**Question.** I have first ionisation energies for Sc to Cu from CASSCF and CASPT2 with only 3d and 4s active.

First ionisation energies of the atoms Sc to Cu, between the lowest computed levels (labels from SS-CASPT2). OpenMolcas 26.06, state-averaged CASSCF and SS-CASPT2 (3s3p correlated, IPEA shift 0.25 Ha, imaginary shift 0.1 Ha) with spin-orbit coupling by RASSI; ANO-RCC-VTZP, DKH2, 3d and 4s active, orbitals averaged over ground-spin states in a 14000 cm⁻¹ window.

| element | Z | level before | level after | CASSCF (eV) | SS-CASPT2 (eV) | spin-orbit share (eV) | measured (eV) | SS-CASPT2 less measured (eV) |
| --- | --- | --- | --- | --- | --- | --- | --- | --- |
| Sc | 21 | 2D3/2 | 3D1 | 5.22 | 6.19 | 0.00 | 6.561 | -0.37 |
| Ti | 22 | 3F2 | 4F3/2 | 5.06 | 6.61 | 0.00 | 6.828 | -0.22 |
| V | 23 | 4F3/2 | 5D0 | 5.60 | 7.08 | 0.00 | 6.746 | 0.34 |
| Cr | 24 | 7S3 | 6S5/2 | 6.98 | 7.17 | 0.00 | 6.767 | 0.40 |
| Mn | 25 | 6S5/2 | 7S3 | 3.81 | 8.45 | 0.00 | 7.434 | 1.01 |
| Fe | 26 | 5D4 | 6D9/2 | 5.23 | 8.44 | 0.00 | 7.902 | 0.54 |
| Co | 27 | 4F9/2 | 5F5 | 6.00 | 8.62 | -0.01 | 7.881 | 0.74 |
| Ni | 28 | 3F4 | 4F9/2 | 7.20 | 8.58 | 0.00 | 7.64 | 0.94 |
| Cu | 29 | 2D5/2 | 3D3 | 7.55 | 8.98 | 0.00 | 7.726 | 1.25 |

The error column grows towards Cu, CASSCF looks better than CASPT2 for Cr, Ni and Cu, and Mn jumps by 4.6 eV between the two levels. Which level should I trust, and what is worth paying for next?

**Answer.** The rows don't all describe the same process, so the states come first. The level labels ($^{2S+1}L_J$: spin multiplicity, orbital and total angular momentum) are those of SS-CASPT2, while the measured values are NIST's, between the measured ground levels. From Sc to Fe the two agree at both ends. For Co and Ni the computed ion keeps a 4s electron ($3d^74s$, $3d^84s$) where the real ion is $3d^8$ or $3d^9$. Cu is computed as $3d^94s^2 \to 3d^94s$, and the measured process is $3d^{10}4s \to 3d^{10}$.

Part of this is the known fault of a single d shell, and part is the choice of orbitals. The 3d orbital swells when it holds one more electron, and d electrons avoid each other radially. One radial function shared by $d^n$ and $d^{n+1}$ states can do neither, so in CASSCF d-rich configurations come out too high, most of all in a crowded shell. Second order on a d-rich state with its own orbitals is known to err the other way and put it too low, and Hartree-Fock with separate orbitals already has Cu⁺ as $3d^{10}$. The CASPT2 levels of Co⁺, Ni⁺, Cu and Cu⁺ therefore more likely reflect orbitals tuned to d-poorer states, or d-rich states left outside the averaging window; the outputs don't say which. The missing $4s^2 \to 4p^2$ pair correlation penalises $4s^2$ instead. In CASSCF neutral Ti and V come out as $d^{n+1}s$, and Cr⁺ as $3d^44s$, but these biases alone don't explain it: Hartree-Fock with each state's own orbitals lacks the same correlation and is known to keep Ti at $3d^24s^2$ and Cr⁺ at $3d^5$. Shared orbitals favour the configuration that dominates the average, and five of the six sextet states of Cr⁺ are $3d^44s$, though the outputs don't list which of them were averaged. In Ti, V and Cr the two energy columns therefore refer to different processes.

A misplaced ion adds its excitation energy to the first ionisation energy and takes it from the second, so the sum of the two is free of it. The same runs give for Ni $8.58 + 17.05 = 25.63$ eV against a measured $7.64 + 18.17 = 25.81$ eV, an error of $-0.18$ eV where the table shows $+0.94$. A like-for-like reference is the measured value plus the ion's excitation less the atom's. With rough recalled excitations (Co⁺ 0.42, Ni⁺ 1.0, Cu⁺ 2.7, Cu 1.4 eV, good to perhaps 0.05 eV) the CASPT2 errors become $+0.32$, $-0.06$ and $-0.05$ eV for Co, Ni and Cu. The climb towards Cu is a mismatch of states, and the largest like-for-like error is about 1.0 eV at Mn. Matching states doesn't clear the calculation, which got the ground configuration wrong in these three rows. The good CASSCF value for Cu is an accident of the same kind, since it lies about 1.5 eV below the like-for-like reference.

**What the CASPT2 step should be.** The simplest limit is the removal of a lone 4s electron with the d count fixed. No 4s pair is broken, and CASSCF misses mainly the correlation of that electron with the 3s3p core and the d shell. The second ionisations are this case in seven rows (V and Cr excepted), and there the step, CASPT2 less CASSCF, stays between 0.75 and 0.99 eV. Over all nine second ionisations CASPT2 is off by 0.10 eV on average, like for like. Breaking a $4s^2$ pair should add the pair correlation, and since all of this favours the neutral atom, CASSCF should be too low. It is, in each of the six rows with the same $4s^2 \to 4s$ process at both levels (Sc, Mn, Fe, Co, Ni, Cu), by 2.1 eV on average, though in Mn, Fe and Co much of this probably comes from the orbitals and not from missing correlation.

Steps of 1.0 to 1.4 eV (Sc, Ni, Cu) are compatible with that picture. Steps of 2.6, 3.2 and 4.6 eV (Co, Fe, Mn) are too irregular for a 4s pair, which changes slowly along a row. Because the second ionisation of these three is regular, the fault points to the neutral atom. The likely reason is that its orbitals are a compromise, averaged over states within a 1.74 eV window that differ in d count, so that CASPT2 has to repair orbitals as well as add correlation. For Mn the sextet states of this space are only $^6S$ ($3d^54s^2$) and the five components of $^6D$ ($3d^64s$). An average over all six would be dominated by $^6D$ and raise $^6S$, which would explain the very low CASSCF value, but no run here tests that. The measured $^6D$ lies about 2.1 eV above $^6S$, outside such a window, so $^6D$ would have been included only if the window was applied to computed energies with a smaller gap. The $d^{n+1}s$ share of the states at ground spin is 5 of 6 for Mn, 10 of 15 for Fe, 10 of 20 for Co, 5 of 15 for Ni and 1 of 6 for Cu, falling as the steps do from Mn to Ni. The spin-orbit shares agree: $-4.3$ and $-7.7$ meV for the first ionisation of Fe and Co against $-1.0$ and $-2.1$ meV for the second mark a swollen d shell in the neutral atom, while Ni and Cu show only $-0.5$ meV. For Mn they say nothing, since both its terms have $L = 0$. The outputs don't list the averaged states, so the averaging is inferred for all three atoms.

Second order handles a large repair badly. For a reference coupled by $V$ to a state a gap $\Delta$ above it, the exact lowering is

$$\sqrt{\Delta^2/4+V^2}-\Delta/2 \approx \frac{V^2}{\Delta}-\frac{V^4}{\Delta^3}.$$

For $V \ll \Delta$ the second-order term $V^2/\Delta$ suffices. For $V \gg \Delta$ the exact lowering grows as $V$ while second order grows as $V^2$, so the neutral atom is pushed too low and the ionisation energy too high. The numbers show this pattern: CASPT2 recovers 0.72 of the CASSCF deficit for Sc, nearly all for Ni and Cu, and 1.28 of it for Mn.

As a descriptive error model I fitted a line by least squares to those six rows, with $s$ the step: like-for-like error $= -0.61\ \text{eV} + 0.354\,s$. The two-level argument gives the sign of the slope and not the linear form, and the two constants have no separate meaning. For Fe, a fitted row, $s = 8.44 - 5.23 = 3.21$ eV gives $-0.61 + 0.354 \times 3.21 = +0.53$ eV against $+0.54$. The rms residual is 0.06 eV, close to the uncertainty of the recalled excitations behind three of the points. Outside the fit, where $s$ mixes in a change of state, the line fails: for Cr it gives $-0.61 + 0.354 \times 0.19 = -0.54$ eV against $+0.40$. Nor does it prove the cause. The number of unpaired d electrons, which from Mn to Cu is proportional to the $d^{n+1}s$ share above and so is no independent rival, correlates with $s$ at 0.97 and fits the same rows to 0.12 eV, doing better for V and Cr and worse for Ti. The CASPT2 runs also use an IPEA shift of 0.25 hartree and an imaginary shift, whose effects aren't tested here. The lack of diffuse functions should hurt the neutral atom most and lower the values, which may bear on Sc and Ti but has the wrong sign for Mn.

**Spin-orbit coupling.** Its share of the CASPT2 value is at most 0.008 eV (Co), and a cancellation explains this. With $\zeta$ the 3d spin-orbit constant, a high-spin term has $A = \pm\zeta/2S$ in $E = \tfrac{A}{2}[J(J+1)-L(L+1)-S(S+1)]$. The lowest level then drops by $\zeta(L+1)/2$ below half filling (for $L \ge S$) and by $\zeta L/2$ above it, whatever $S$ is. Removing 4s leaves $L$ alone, so only the change of $\zeta$ survives. V alone changes its d count in CASPT2 ($3d^34s^2 \to 3d^4$), and even there an F term is set against a D term. The uncancelled limit is Cr⁺ $^6S$ → Cr²⁺ $^5D_0$, where the share is $-46$ meV, which is $1.5\,\zeta$ with $\zeta \approx 31$ meV. Term energies are means over components that CASPT2 doesn't keep degenerate, so single meV deserve little weight.

**What this buys.** CASSCF in this space misses the measured values by 1.5 eV on average, more than their whole spread of 1.3 eV, and with these averaged orbitals is of no use for this quantity. CASPT2 is within 0.5 eV like for like in seven of nine rows (Mn and Fe excepted) and within about 0.1 eV in two (as tabulated, only four rows are within 0.5 eV), which suffices for a rough scale and not for thermochemistry or for ordering neighbours: it makes Mn and Fe equal, while measured Fe lies $7.902 - 7.434 = 0.47$ eV higher. A least-squares line in $Z$ through the nine measured values misses them by 0.21 eV on average, less than the 0.37 eV of CASPT2 like for like. Spin-orbit coupling is some fifty times smaller than that error.

The effort belongs in the reference. The first step needs no larger space: optimise the orbitals separately for each configuration, or average only over the components of the target term, so that CASPT2 has no orbitals to repair. For Mn, a run on $^6S$ alone would also test the explanation above. A second d shell addresses the configurations and 4p the pair, both standard remedies whose gain these numbers can't size. Counting determinants at maximal spin projection, the present six orbitals need at most 120. Fe goes from 15 to about 25 000 with a second d shell and 270 000 with 4p as well, and Cu reaches six million. Checking the configuration at both levels costs nothing, and a step well above 1.5 eV at fixed states went with an overshoot in all three rows that have one.

In the 4d row the d shell is more diffuse and $d^{n+1}s$ ground states are more common, so state matching matters at least as much, while the penalty of a single d shell is usually milder. In the 5d row $\zeta$ is many times larger, and spin-orbit coupling can't be dropped wherever $L$ or the d count changes. Third ionisations of the 3d row remove a d electron, which spoils the cancellation wherever $L$ changes (all rows but V and Ni, which go from one F term to another) and puts the d-shell correlation directly into the energy difference.
